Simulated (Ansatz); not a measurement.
# Pt: pressure and energy change per atom against volume scale

All results are calculated (Ansatz 0.2.0). Plane-wave DFT, scalar-relativistic PAW made under PBE with cores redone for the functional, no dispersion; the given relaxed cell is scaled uniformly, energy at zero smearing counts from the unscaled cell, pressure at the given Fermi-Dirac smearing is positive in compression.

The cell before it is scaled or strained (space group Fm-3m, No. 225):
```
Pt
1.0
      0.0000     1.9928     1.9928
      1.9928     0.0000     1.9928
      1.9928     1.9928     0.0000
Pt
1
Direct
  0.00000 0.00000 0.00000
```

Settings of every row: spin polarised yes; functional revPBE; wave cutoff 420 eV; smearing width 0.05 eV; k mesh 22x22x22.

Atom:
```csv
element,starting moment (Bohr magneton)
Pt,1
```

Limits: all rows lie far from zero pressure; no spin-orbit coupling, which can matter with elements this heavy.

```csv
row,volume scale,V (Å³/atom),pressure (GPa),energy change per atom (meV)
1,0.88,13.928,42.77,220.62
2,0.92,14.562,?,?
3,0.96,15.195,10.88,20.34
4,1.04,16.461,-8.17,17.12
5,1.08,17.094,-14.5,63
6,1.12,17.727,-19.32,130.79
```

Largest site moment is 0 Bohr magneton in every row.

Question: what pressure and energy change per atom should row 2 give?

Worked fit of pressure. Take u = (V_r/V)^(2/3) − 1 with V_r = 16.461 Å³ an atom, which is twice the finite (Eulerian) strain; such expansions in the strain, on which the Birch-Murnaghan equation of state is built, carry the rest volume and the bulk modulus. The shown rows have u = 0.11784, 0.0548, 0, -0.02484, -0.0482. Least squares give pressure = −8.321 + 285.463 × u + 1252.25 × u² GPa; a straight line predicts inner rows, each left out in turn, worse (root mean square 4.2 against 0.34 GPa). The rows lie off it by 0.06, -0.20, 0.15, 0.14, -0.15 (root mean square 0.15 GPa). The withheld row has u = 0.08515, so the fit gives −8.321 + 285.463 × (0.08515) + 1252.25 × (0.08515)² = 25.07 GPa.

The calculation gave 24.79 GPa. The fit lies 0.28 GPa (1.1 % of the value, 0.45 % of the column's range) above it; its largest miss of a shown row is 0.20 GPa.

Worked fit of energy change per atom. Take u = (V_r/V)^(2/3) − 1 with V_r = 16.461 Å³ an atom, which is twice the finite (Eulerian) strain; such expansions in the strain, on which the Birch-Murnaghan equation of state is built, carry the rest volume and the bulk modulus. The shown rows have u = 0.11784, 0.0548, 0, -0.02484, -0.0482. Least squares give energy change per atom = 14.986 − 1231.072 × u + 25192.46 × u² meV; a straight line predicts inner rows, each left out in turn, worse (root mean square 85 against 4.7 meV). The rows lie off it by 0.87, -2.84, 2.13, 1.89, -2.06 (root mean square 2.1 meV). The withheld row has u = 0.08515, so the fit gives 14.986 − 1231.072 × (0.08515) + 25192.46 × (0.08515)² = 92.82 meV.

The calculation gave 89.13 meV. The fit lies 3.69 meV (4.1 % of the value, 1.8 % of the column's range) above it; its largest miss of a shown row is 2.84 meV.
